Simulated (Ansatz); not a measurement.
## Ru: energy less free atoms and pressure as volume per atom varies

Periodic Kohn-Sham DFT of a crystal at fixed atoms; pressure and stress are positive in compression; the energy is the free energy less that of spherical unpolarised free atoms; site moments are those in the method's own spheres, positive along +z. The results are calculated, by Ansatz 0.2.0.

Cell of the first row (space group P6_3/mmc, No. 194):
```
Ru
1.0
      2.6506     0.0000     0.0000
     -1.3253     2.2955     0.0000
      0.0000     0.0000     4.1945
Ru
2
Direct
  0.33333 0.66667 0.25000
  0.66667 0.33333 0.75000
```

Settings of every row: method all-electron LAPW; functional PBEsol; relativity scalar; k mesh 14x14x8; filling fermi-dirac; smearing width 0.03 eV; basis error target 0.5 meV/atom; nucleus gaussian.

Atom start moment: 0 on all atoms.

```
row  volume per atom (Å³)  energy less free atoms (eV/atom)  pressure (GPa)
  1                 12.76                          -10.1436          16.564
  2                12.767                          -10.1443          16.339
  3                13.032                          -10.1643           8.039
  4                13.167                          -10.1695           4.138
  5                13.303                          -10.1714           0.461
  6                13.575                          -10.1664          -6.273
  7                 13.71                          -10.1597          -9.351
  8                13.846                          -10.1506         -12.251
  9                13.982                                 ?               ?
 10                14.118                          -10.1252         -17.554
 11                14.389                          -10.0914         -22.252
```

Question: what energy less free atoms and pressure should row 9 give?

Worked fit of energy less free atoms. Take u = (V_r/V)^(2/3) − 1 with V_r = 13.439 Å³ an atom, which is twice the finite (Eulerian) strain; such expansions in the strain, on which the Birch-Murnaghan equation of state is built, carry the rest volume and the bulk modulus. The shown rows have u = 0.03517, 0.03479, 0.02071, 0.01372, 0.0068, -0.00669, -0.01322, -0.01969, -0.03233, -0.04451. Least squares give energy less free atoms = −10.17031 − 0.378 × u + 31.904 × u² + 12.8 × u³ eV/atom; a parabola predicts inner rows, each left out in turn, worse (root mean square 0.00022 against 5.1e-05 eV/atom). The rows lie off it by 0.0000, 0.0000, 0.0000, 0.0000, 0.0000, 0.0000, 0.0001, 0.0000, 0.0000, 0.0000. Its lowest point lies at u = 0.0059, or V = 13.32 Å³ an atom, and the curvature there gives the bulk modulus at fixed shape and fractions, B = (4/9)(1 + u)² E″(u)/V = 348 GPa. Letting shape and atoms relax would as a rule lower it, by much in layered, chain or molecular crystals. The withheld row has u = -0.02606, so the fit gives −10.17031 − 0.378 × (-0.02606) + 31.904 × (-0.02606)² + 12.8 × (-0.02606)³ = -10.1390 eV/atom.

The calculation gave -10.139 eV/atom. The fit meets it to the printed digit.

Worked fit of pressure. Take u = (V_r/V)^(2/3) − 1 with V_r = 13.439 Å³ an atom, which is twice the finite (Eulerian) strain; such expansions in the strain, on which the Birch-Murnaghan equation of state is built, carry the rest volume and the bulk modulus. The shown rows have u = 0.03517, 0.03479, 0.02071, 0.01372, 0.0068, -0.00669, -0.01322, -0.01969, -0.03233, -0.04451. Least squares give pressure = −3.0083 + 499.697 × u + 1573.55 × u² + 1316 × u³ GPa; a parabola predicts inner rows, each left out in turn, worse (root mean square 0.024 against 0.011 GPa). The rows lie off it by -0.006, 0.003, 0.012, -0.009, -0.002, 0.008, -0.009, -0.004, 0.009, -0.004 (root mean square 0.0073 GPa). The pressure vanishes at u = 0.0059, or V = 13.32 Å³ an atom, and there the bulk modulus at fixed shape and fractions is B = −V dP/dV = (2/3)(1 + u) dP/du = 348 GPa. Letting shape and atoms relax would as a rule lower it, by much in layered, chain or molecular crystals. The withheld row has u = -0.02606, so the fit gives −3.0083 + 499.697 × (-0.02606) + 1573.55 × (-0.02606)² + 1316 × (-0.02606)³ = -14.985 GPa.

The calculation gave -14.982 GPa. The fit lies 0.003 GPa (0.0077 % of the column's range) below it; its largest miss of a shown row is 0.012 GPa.
